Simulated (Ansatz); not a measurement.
# A series in volume scale on TaN

Results calculated with Ansatz 0.2.0, not measured. Free energy against uniform scaling of the volume at fixed shape and fractions; periodic cell, basis, potentials, k mesh and filling as listed.

The cell before it is scaled or strained (space group P-6m2, No. 187):
```
TaN
1.0
      2.9380     0.0000     0.0000
     -1.4690     2.5444     0.0000
      0.0000     0.0000     2.8830
Ta N
1 1
Direct
  0.33333 0.66667 0.50000
  0.00000 0.00000 0.00000
```

Settings of every row: functional r2SCAN; dispersion none; potentials PAW; wave cutoff 600 eV; density cutoff 2400 eV; k mesh 11x11x10; k shift 0x0x0; occupations fermi dirac; smearing width 0.1 eV; spin none.

Limits: coarse k mesh, up to 40 meV an atom off; no spin-orbit coupling, which can matter with elements this heavy.

```csv
row,volume scale,V (Å³/atom),energy above lowest point (meV/atom)
1,0.94,10.129,?
2,0.96,10.345,20.1
3,0.98,10.56,4.7
4,1,10.776,0
5,1.02,10.991,5
6,1.04,11.207,18.7
7,1.06,11.422,40.3
```

Question: what energy above lowest point should row 1 give?

Worked fit of energy above lowest point. Take u = (V_r/V)^(2/3) − 1 with V_r = 10.883 Å³ an atom, which is twice the finite (Eulerian) strain; such expansions in the strain, on which the Birch-Murnaghan equation of state is built, carry the rest volume and the bulk modulus. The shown rows have u = 0.03438, 0.02029, 0.00661, -0.00656, -0.01937, -0.03171. Least squares give energy above lowest point = 1.33 − 377.5 × u + 26849 × u² meV/atom; a straight line predicts inner rows, each left out in turn, worse (root mean square 11 against 0.037 meV/atom). All shown rows lie on it to the printed digit. Its lowest point lies at u = 0.0070, or V = 10.77 Å³ an atom, and the curvature there gives the bulk modulus at fixed shape and fractions, B = (4/9)(1 + u)² E″(u)/V = 360 GPa. Letting shape and atoms relax would as a rule lower it, by much in layered, chain or molecular crystals. The withheld row has u = 0.04903, so the fit gives 1.33 − 377.5 × (0.04903) + 26849 × (0.04903)² = 47.4 meV/atom.

The calculation gave 47.5 meV/atom. The fit lies 0.1 meV/atom (0.21 % of the column's range) below it, one unit of the last digit. This row lies beyond the range of the fit.
